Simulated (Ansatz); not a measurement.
## 4 guesses for Ti₄B and where they end

Computed with DFT PBE, scalar-relativistic, plane waves, PAW in Ansatz 0.2.0. Settings: cutoff 420 eV, Γ-centred meshes spaced at most about 0.3 Å⁻¹, and about 0.25 Å⁻¹ or finer for metals (2π included), Gaussian smearing. Collinear spin in cells that started with moments and kept them past the coarse steps, no spin elsewhere.

Each guess was relaxed in cell and atoms at zero pressure, within the symmetry of its start. All energies are static (0 K, no zero-point motion). Coordination counts Ti atoms around B (those within 1.25 times the shortest such distance or 1.15 times the sum of covalent radii).

```
guess    made from  start group  V start (Å³/atom)  end group  V end (Å³/atom)  coordination at the end  gap on mesh (eV)  largest moment (μB)  E over the lowest end (meV/atom)
    1  random cell       I4/mmm               15.8     I4/mmm             17.2                      B 4                 0                    -                               207
    2  random cell        I-43m               12.7      Im-3m             15.8                      B 8                 0                    -                                 0
    3  random cell       P6/mmm               15.3     P6/mmm             17.1                      B 6                 0                  0.8                               756
    4    SnI4 type        P-43m               14.1          ?                ?                        ?                 ?                    ?                                 ?
```

Guess 4 as it starts:

```
Ti B
1.0
     4.13522    0.00000    0.00000
     0.00000    4.13522    0.00000
     0.00000    0.00000    4.13522
Ti B
4 1
Direct
  0.25000 0.25000 0.25000
  0.75000 0.75000 0.25000
  0.25000 0.75000 0.75000
  0.75000 0.25000 0.75000
  0.00000 0.00000 0.00000
```

Question: Predict the end of this guess and its energy over the lowest end.

Answer: It ends in space group P-43m (No. 215), with a = 4.392 Å, 16.9 Å³/atom and no gap, without spin. It lies 228 meV/atom over the lowest end, above guess 1 and below guess 3. Counting Ti atoms around B, this end has B 4 and the lowest (guess 2) has B 8.

```
Ti B
1.0
     4.39188    0.00000    0.00000
     0.00000    4.39188    0.00000
     0.00000    0.00000    4.39188
Ti B
4 1
Direct
  0.26990 0.26990 0.26990
  0.73010 0.73010 0.26990
  0.26990 0.73010 0.73010
  0.73010 0.26990 0.73010
  0.00000 0.00000 0.00000
```

Formation energies are uncorrected and refer to the elements' standard structures at the same level.

Question: Is the lowest end bound against the elements?

Answer: No: its formation energy is +0.24 eV/atom. The separate elements lie lower, so it is unstable against them.

A magnetic state wasn't ruled out in cells without spin, among them Im-3m. Another magnetic order may lie lower. Cells relaxed within their symmetry can be saddle points. A lower structure may well exist outside this small set. Some candidate types were left out of the draw beforehand, so a known form may be missing.

The eightfold-coordinated end is both the densest and the lowest in energy, which suggests that Ti₄B gains from many Ti 3d-B 2p contacts and compact Ti packing. Coordination alone doesn't set the order, however: the sixfold end lies far above both fourfold ones, so the arrangement of the Ti framework must matter too. The moment in that sixfold end doesn't make up for its unfavourable structure.

Even the best end is unbound by +0.24 eV/atom, in keeping with the very low solubility of boron in titanium and the absence of a known Ti₄B phase. The likely reason is that dispersed boron forgoes the B-B bonds of the known titanium borides, while also disrupting the metallic bonding of close-packed Ti. Since TiB is strongly bound against the elements, a mixture of Ti and TiB is a more demanding reference still. The ranking therefore separates unfavourable structures and doesn't identify a synthesis target.
